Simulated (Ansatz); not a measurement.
## Strength of the C–Ge bond: C3H8Ge → C3H5 + GeH3

Species: C3H8Ge `C=C[CH2][GeH3]`, singlet; C3H5 `[CH2]C=C`, doublet; GeH3 `[GeH3]`, doublet. 

Shapes, held fixed at every level: PBE0-D4/def2-TZVP. Flexible molecules stand in one conformer, not always the lowest. Programs: Ansatz 0.2.0. The zero-point and thermal change to 298 K, harmonic and unscaled (PBE0-D4/def2-TZVP), is -14.9 kJ/mol.

```tsv
level	kind	ΔH(298 K) (kJ/mol)
HF/def2-TZVPP	Hartree–Fock	+138.1
r2SCAN-D4/def2-TZVPP	meta-GGA	+231.3
B3LYP-D4/def2-TZVPP	global hybrid	+241.4
PBE0-D4/def2-TZVPP	global hybrid	+251.0
r2SCAN0-D4/def2-TZVPP	global hybrid	+230.0
wB97M-V/def2-TZVPP	range-separated hybrid	+260.7
wB97X-V/def2-TZVPP	range-separated hybrid	+266.6
B2PLYP/def2-TZVPP	double hybrid	+249.9
```

B2PLYP/def2-TZVPP gives ΔH(298 K) = +249.9 kJ/mol; the levels span +138.1 to +266.6. The median of the levels is +245.6. Hartree–Fock misses the correlation of the pair that is broken and comes out low. No measured value is set beside it here. Spin contamination: C3H5 (⟨S²⟩ up to 0.95). Open shells run unrestricted unless RO is named. Relativity is left out for Ge unless named. Correlated rows may include outer-core shells of Ge, which these sets cover unevenly.

Breaking this bond gives an allyl radical whose unpaired electron is delocalised over both terminal carbons. This resonance stabilisation makes an allylic C–Ge bond easier to cleave homolytically than a comparable saturated alkyl one. The diffuse germanium valence orbitals also overlap less effectively with carbon than those of a lighter group 14 partner. The negative thermal correction mainly reflects the loss of vibrational zero-point energy as the C–Ge stretch and associated bending modes become free motion of the fragments.

All the density functionals describe a substantial covalent bond, but they leave its strength uncertain between +230.0 and +266.6 kJ/mol. Exact exchange alone does not explain that spread: r2SCAN and r2SCAN0 nearly coincide, while PBE0 lies clearly higher, which suggests that the semilocal exchange-correlation part matters more here. The double hybrid's position near the middle is not independent proof of accuracy. Without a saturated alkylgermane treated alike, the size of the allylic weakening remains undetermined.
